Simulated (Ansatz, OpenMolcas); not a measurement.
Strength of the C–C bond: C2H2F4 → CH2F + CF3

Species: C2H2F4 `FCC(F)(F)F`, singlet; CH2F `[CH2]F`, doublet; CF3 (trifluoromethyl radical) `F[C](F)F`, doublet. 

Shapes, held fixed at every level: PBE0-D4/def2-TZVP. Programs: Ansatz 0.2.0, OpenMolcas 26.06. A level may come from different programs for different species; with the same settings they agree closely. The zero-point and thermal change to 298 K, harmonic and unscaled (PBE0-D4/def2-TZVP), is -17.4 kJ/mol.

```
                             level                   kind  ΔH(298 K) (kJ/mol)  less CCSD(T)/CBS estimate
                 PBE-D4/def2-TZVPP                    GGA              +385.6                      -28.5
B3LYP/6-31G* (spherical functions)          global hybrid              +392.8                      -21.3
               BHLYP-D4/def2-TZVPP          global hybrid              +382.9                      -31.2
             r2SCAN0-D4/def2-TZVPP          global hybrid              +374.2                      -39.9
                  CCSD(T)/def2-SVP  coupled cluster or CI              +403.2                      -10.9
                   CCSD/def2-TZVPP  coupled cluster or CI              +397.0                      -17.1
              CCSD(T)/CBS estimate  coupled cluster or CI              +414.1                        0.0
```

The highest level, CCSD(T)/CBS estimate, gives ΔH(298 K) = +414.1 kJ/mol; the levels span +374.2 to +414.1. The column of differences is taken from that level and isn't an error. No measured value is set beside it here. Open shells run unrestricted unless RO is named. The CBS estimate extrapolates MP2 from def2-TZVPP and def2-QZVPP and adds CCSD(T) − MP2 in the triple-zeta set, cores frozen.

Breaking the C–C bond costs +414.1 kJ/mol at the highest level, which marks a strong single bond, and every other level puts it lower. Homolysis separates a tightly correlated electron pair into two radicals, so the molecule has more correlation energy to lose than the fragments retain. An incomplete description of that correlation therefore tends to make the bond too weak. The small-basis CCSD(T) value shows this for the basis set alone, whereas the CCSD shortfall combines missing triples with an incomplete basis.

The density functionals do not follow a simple order by exact exchange: BHLYP, with a large share, lies close to PBE, which has none, while r2SCAN0 falls lowest. Their spread probably reflects different balances of exchange and medium-range correlation between the fluorinated groups.

Fluorine lone pairs donate into the half-filled carbon orbital in both radicals, but CF3 stays strongly pyramidal, so planar relaxation does little to ease the cleavage. Whether C–C scission is the easiest thermal route remains open without the competing C–H, C–F and HF-elimination channels.
